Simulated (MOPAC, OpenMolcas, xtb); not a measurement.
## A ladder of methods for CH3BFNO (SMILES NC1(F)BO1)

CH3BFNO has 8 atoms, charge 0, and is taken as a singlet. As SMILES, `NC1(F)BO1`. The coordinates come from a PBE0-D4/def2-TZVP relaxation. This is one conformer, not always the lowest.

```xyz
8

N    -0.4310    1.1484    0.1846
C     0.0541   -0.0612   -0.2896
F     0.1221   -0.1327   -1.6583
B     0.3376   -1.3072    0.5151
O     1.3469   -0.4730    0.2553
H    -1.4395    1.1701    0.2114
H    -0.0753    1.9416   -0.3362
H     0.1772   -2.3431    1.0619
```

Each level gives the dipole moment (D). The values are calculated.

| level | kind | program | value (D) |
| --- | --- | --- | --- |
| PM3 | semi-empirical | MOPAC | 1.23 |
| GFN0-xTB | semi-empirical | xtb | 2.40 |
| HF/6-31G* (spherical functions) | Hartree–Fock | OpenMolcas | 2.41 |
| SVWN5/6-31G* (spherical functions) | LDA | OpenMolcas | 1.92 |
| BLYP/6-31G* (spherical functions) | GGA | OpenMolcas | 1.86 |
| PBE/6-31G* (spherical functions) | GGA | OpenMolcas | 1.85 |
| TPSS/6-31G* (spherical functions) | meta-GGA | OpenMolcas | 1.89 |
| B3LYP/6-31G* (Cartesian functions) | global hybrid | OpenMolcas | 1.97 |

The values span 1.23 to 2.41 D. Magnitudes only.

The semilocal functionals agree closely, from 1.85 to 1.92 D, and B3LYP lies just above them at 1.97 D, while Hartree–Fock gives a clearly larger 2.41 D. This order probably reflects the overly ionic bonds of uncorrelated Hartree–Fock, which electron correlation moderates by shifting charge back from the electronegative atoms.

The dipole is a vector sum of polar C–F, C–O and B–O bonds and the nitrogen lone pair. In the ring, π donation from oxygen into the formally empty boron p orbital opposes the σ polarization of the B–O bond, so modest changes in charge distribution can alter the total noticeably.

The two semi-empirical results fall at opposite ends of the set, so they give no consistent estimate of the polarity. The near match of GFN0-xTB with Hartree–Fock is not evidence that both describe the same density, since different charge distributions can give the same dipole magnitude. The calculations support a distinctly polar molecule, but the agreement among the density functionals doesn't establish their accuracy, as related approximations can share an error.
